Ansatz 0.2.0, non-relativistic B3LYP. CF₄ is a neutral singlet, treated with restricted orbitals at the same MP2(full)/6-31G* geometry in every basis set. Atomization energies are given relative to the cc-pVQZ value.

```
    basis  functions  atomization energy less its quadruple-zeta value (kJ/mol)
   STO-3G         25                                                     -40.80
    6-31G         45                                                    -235.30
  cc-pVDZ         70                                                      -4.40
6-31Gstar         75                                                      48.00
  cc-pVTZ        150                                                       5.20
  cc-pVQZ        275                                                       0.00
```

The first two rows run against the hope that a larger basis gives a better answer. STO-3G, with 25 functions for the whole molecule, puts the atomization energy of CF₄ only 41 kJ/mol below the quadruple-zeta result. The larger 6-31G set falls short by 235 kJ/mol, or 12% of the whole atomization energy. Yet 6-31G is much the better set, for the molecule and for the atoms alike.

The puzzle dissolves once the atomization energy is seen as a difference. It is the energy of one carbon and four fluorine atoms, taken apart, less the energy of the molecule. A small basis leaves both too high, because the electrons cannot take the shape that they would choose. Call the height of each above its own quadruple-zeta energy its lag. Then

shift = lag of the atoms − lag of the molecule,

where the shift is the table's last column, the atomization energy less its quadruple-zeta value. A set that serves the molecule worse than the atoms underbinds; one that serves the atoms worse overbinds. If both are served equally badly, the shift is small and says nothing about the quality of the set.

That is the case of STO-3G. The molecular energies of the same calculations put its molecule 17165 kJ/mol above the quadruple-zeta energy. Adding the table's shift gives 17124 kJ/mol for its atoms, whose own runs are not shown here; the other atomic lags below are found in the same way. The modest shift is what remains when these two enormous lags are subtracted, about 0.2% of either. Part of the cancellation is natural: three Gaussians per orbital describe the innermost electrons poorly, and those electrons hardly notice whether their atom is bonded.

The valence electrons are cramped as well, in the atoms no less than in the molecule. STO-3G offers one function for each orbital of the core and valence shells, so a fluorine atom has five functions in all. In its ordinary state it has five electrons of one spin, which fill all five and leave no choice of shape. The molecule fares little better, with 21 filled orbitals out of 25. In the molecule, however, each atom can also use the functions of its neighbours. In so small a set this help is expected to be large, and to offset much of what the set misses in the bonds. How the near-balance divides among these effects is not tested here, and there is no reason to count on it in another molecule.

6-31G gives each valence orbital two functions of different size, so that it can swell or contract. From STO-3G to 6-31G the molecule's energy falls by 16267 kJ/mol, but that of the atoms falls by 16462 kJ/mol. The atoms have gained about 195 kJ/mol more, which is the drop in the atomization energy from the first row to the second. The larger set has repaired the atoms more than the molecule, and so has laid bare a fault that the smaller set concealed.

The fault is that 6-31G has only s and p functions on carbon and fluorine. For a free atom this is nearly the right kind of set, since its occupied orbitals are of s and p type. In CF₄ each fluorine has a carbon on one side and empty space on the other, and its electrons respond to that lopsided field. Take a fluorine p orbital at right angles to the bond. Mixed with a little of a suitable d function, its two lobes tilt towards the carbon or away from it, which s and p functions on that fluorine cannot achieve. Carbon needs such help as well: in the tetrahedral surroundings of four fluorines, three of its d functions have the same symmetry as its p orbitals and can mix with them, drawing charge into the four bond directions. This is why such d functions are called polarization functions: they let occupied orbitals deform, and do not mean that fluorine or carbon has a filled d shell.

Two rows further down, 6-31Gstar (usually written 6-31G*) puts this to the test. It is 6-31G with a d shell added to every atom and nothing else changed. The molecule's energy falls by 310 kJ/mol, that of the atoms by only 27 kJ/mol. The atomization energy therefore rises by 283 kJ/mol, more than enough to undo the deficit of 6-31G. Since every atom receives its d shell at once, the step does not show how much of the gain is due to fluorine and how much to carbon. Carbon takes part in all four bonds, and its single d shell is expected to carry a large part.

The simplest picture of this step supposes that free atoms have no use for d functions at all. The whole lowering of the molecule should then appear as extra atomization energy. Starting from the 6-31G row, this gives

−235 + 310 = +75 kJ/mol

for 6-31Gstar, against +48 kJ/mol in the table. Nothing is fitted, but the molecule's lowering is taken from the calculation, so only the assumption about the atoms is being tested. It gets the direction and most of the size right, and overshoots by the 27 kJ/mol that the atoms do gain.

The atoms gain something for two reasons. Carbon and fluorine atoms have partly filled p shells and need not be perfectly round, so a little d character can help. Besides, the d shell of 6-31Gstar has six components rather than the five of a true d shell, and the sixth combination is a round, s-type function. A free atom can use that one directly. The calculation does not separate the two effects, which are expected to be of similar size.

With the d functions in place, the error has changed sign: 6-31Gstar overbinds. The row above it, cc-pVDZ, helps to show where this comes from. Both sets give the valence orbitals two sizes and add one d shell per atom, and they differ by only five functions in the whole molecule. Nevertheless the 6-31Gstar molecule lies 79 kJ/mol above the cc-pVDZ one, and its atoms lie 131 kJ/mol above theirs. The excess binding relative to cc-pVDZ, 52 kJ/mol, arises because 6-31Gstar is poorer for both, but especially for the atoms.

The first suspect is borrowing between neighbours, known as basis superposition error. An atom with an imperfect set can improve its orbitals in the molecule by using functions centred on the atoms next to it. Taken apart, it loses that help, so its energy is too high by comparison and the bonds look too strong. Its share here could be measured by giving each free atom the functions of its absent neighbours, a counterpoise calculation, which is not among these runs. But cc-pVDZ is about as large and also far from complete, so it is expected to borrow nearly as much, and borrowing should explain only a small part of the 52 kJ/mol. The rest is then a matter of how well each set fits bonded atoms compared with free ones. The d shells of the two sets differ in width, for instance, so one may suit the bonded atoms better than the other; the table does not settle this. Borrowing of similar size is expected in 6-31G as well, where the lack of d functions outweighs it.

The cc-pVDZ row itself looks almost perfect, only 4 kJ/mol below the quadruple-zeta value. Its total energies tell a different story, for the molecule still lags by 509 kJ/mol and the atoms by 505 kJ/mol. What is good about this set is its balance: it leaves nearly the same error on both sides of the subtraction. Part of that balance is expected to be a cancellation, with borrowing pushing the atomization energy up and the flexibility still missing from the bonds pulling it down. That is useful for this atomization energy, but it does not make the energies themselves converged.

The triple-zeta row shows how delicate the balance is. From cc-pVDZ to cc-pVTZ the molecule falls by 408 kJ/mol and the atoms by 398 kJ/mol. Both improve greatly, yet the small difference between the two improvements carries the shift from −4.4 to +5.2 kJ/mol. The larger set is thus slightly further from the quadruple-zeta atomization energy than the smaller one, although it is far better for both energies that enter it.

This also bears on extrapolation to a complete basis. Suppose that a formula assumes that the error shrinks steadily, with one sign, from each set of a family to the next. The total energy of the molecule does fall at each step from double to quadruple zeta, but the atomization energy first rises and then drops back. A smooth curve of that kind cannot describe these three atomization energies. The zero in the last row is a chosen reference and not the basis limit, so differences of a few kJ/mol between the last rows should not be read as distances from the final answer.

Spread over the four bonds, the 6-31G error amounts to 59 kJ/mol for each C–F bond, against a mean of 492 kJ/mol per bond in the quadruple-zeta set. With d functions the shift is at most 12 kJ/mol per bond. These are averages over complete break-up, not the energy needed to remove the first fluorine, and they measure the basis error within B3LYP rather than the error against experiment.

For a related molecule, the question to ask of a basis is which side of the subtraction it neglects. Sets without polarization functions neglect the deformation that bonding brings; sets with poor s and p functions can leave the separated atoms worse off than the molecule, where neighbours may help. When both faults are present they can work against each other, and a good atomization energy can come from a poor basis. The lags and differences used here are listed in the output below.

Printed output of the fit:

```
Heights above quadruple zeta and atomization energies in kJ/mol:
        row  molecule  atoms  atomization  shift in percent  shift per bond  empty orbitals
     STO-3G     17165  17124         1927            -2.073           -10.2               4
      6-31G     898.1  662.8         1733            -11.96          -58.83              24
    cc-pVDZ     509.3  504.9         1964           -0.2236            -1.1              49
  6-31Gstar     588.1  636.1         2016             2.439              12              54
    cc-pVTZ     101.6  106.8         1973            0.2642             1.3             129
    cc-pVQZ         0      0         1968                 0               0             254
STO-3G to 6-31G, lowering of the molecule (kJ/mol): 16267
STO-3G to 6-31G, lowering of the atoms (kJ/mol): 16462
STO-3G to 6-31G, change of the atomization energy (kJ/mol): -194.5
STO-3G, net error as percentage of the molecule's height (%): 0.2377
d shells added to 6-31G, lowering of the molecule (kJ/mol): 310
d shells added to 6-31G, lowering of the atoms (kJ/mol): 26.7
d shells added to 6-31G, gain in atomization energy (kJ/mol): 283.3
d shells added to 6-31G, molecule's lowering over atoms' lowering (ratio): 11.61
6-31Gstar above cc-pVDZ, molecule (kJ/mol): 78.77
6-31Gstar above cc-pVDZ, atoms (kJ/mol): 131.2
6-31Gstar less cc-pVDZ, atomization energy (kJ/mol): 52.4
cc-pVDZ to cc-pVTZ, lowering of the molecule (kJ/mol): 407.7
cc-pVDZ to cc-pVTZ, lowering of the atoms (kJ/mol): 398.1
cc-pVDZ to cc-pVTZ, change of the atomization energy (kJ/mol): 9.6
Mean energy per C-F bond in the quadruple-zeta set (kJ/mol): 492
```
